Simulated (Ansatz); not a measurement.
**Breaking a bond in PH2 (SMILES [PH2])**

PH2: 3 atoms, total charge 0, spin state doublet. As SMILES, `[PH2]`. The shape is that of a GFN2-xTB optimisation.

```xyz
3

P     0.5145   -0.3028    0.2527
H     0.1115    1.0274    0.1724
H    -0.6260   -0.7246   -0.4251
```

The P1–H3 distance is scanned; the parts on either side stay rigid. Basis 3-21G, 5 core orbitals frozen in the correlated methods; program Ansatz 0.2.0. FCI is exact within this basis and core. Energies in eV from each method's value at 1.392 Å; open shells run as named. The shape above is that at 1.392 Å.

```tsv
distance (Å)	UBLYP	U-revPBE	UCAM-B3LYP	RPA@PBE	UMP2	UCCSD	UBCCD(T)	FCI
1.392	0.00	0.00	0.00	0.00	0.00	0.00	0.00	0.00
1.740	0.34	0.34	0.48	0.32	0.47	0.34	0.34	0.34
2.088	1.29	1.31	1.57	1.18	1.61	1.20	1.17	1.17
2.784	2.73	2.73	2.81	2.50	2.28	2.30	2.28	2.26
3.480	3.09	3.00	3.07	2.60	2.36	2.51	2.51	2.50
```

Departure from the FCI curve at its largest: UBLYP +0.59 eV at 3.48 Å; U-revPBE +0.50 eV at 3.48 Å; UCAM-B3LYP +0.57 eV at 3.48 Å; RPA@PBE +0.24 eV at 2.78 Å; UMP2 +0.44 eV at 2.09 Å; UCCSD +0.05 eV at 2.78 Å; UBCCD(T) +0.02 eV at 2.78 Å. For the functionals part of the departure is owed to the small basis.

The exact curve rises steeply up to 2.784 Å and then more slowly, as the overlap between P 3p and H 1s fades and the bonding pair separates into one electron on each fragment. It is still climbing at the last point, so 2.50 eV is not yet a dissociation energy. It also lies well below the known P–H bond strength, probably because a basis without polarisation functions describes the bond and its angular correlation poorly.

UMP2 fails mainly in shape: it is too high at 2.088 Å, nearly right at 2.784 Å and too low at 3.480 Å. This is the usual sign of spin contamination during recoupling, where a low-order perturbation series corrects a symmetry-broken reference poorly. UCCSD removes most of this error through its infinite-order treatment of singles and doubles, and UBCCD(T) follows the exact curve more closely still around 2.784 Å. The close agreement supports coupled cluster for this single-bond cleavage, but doesn't establish its reliability for breaking both P–H bonds at once.
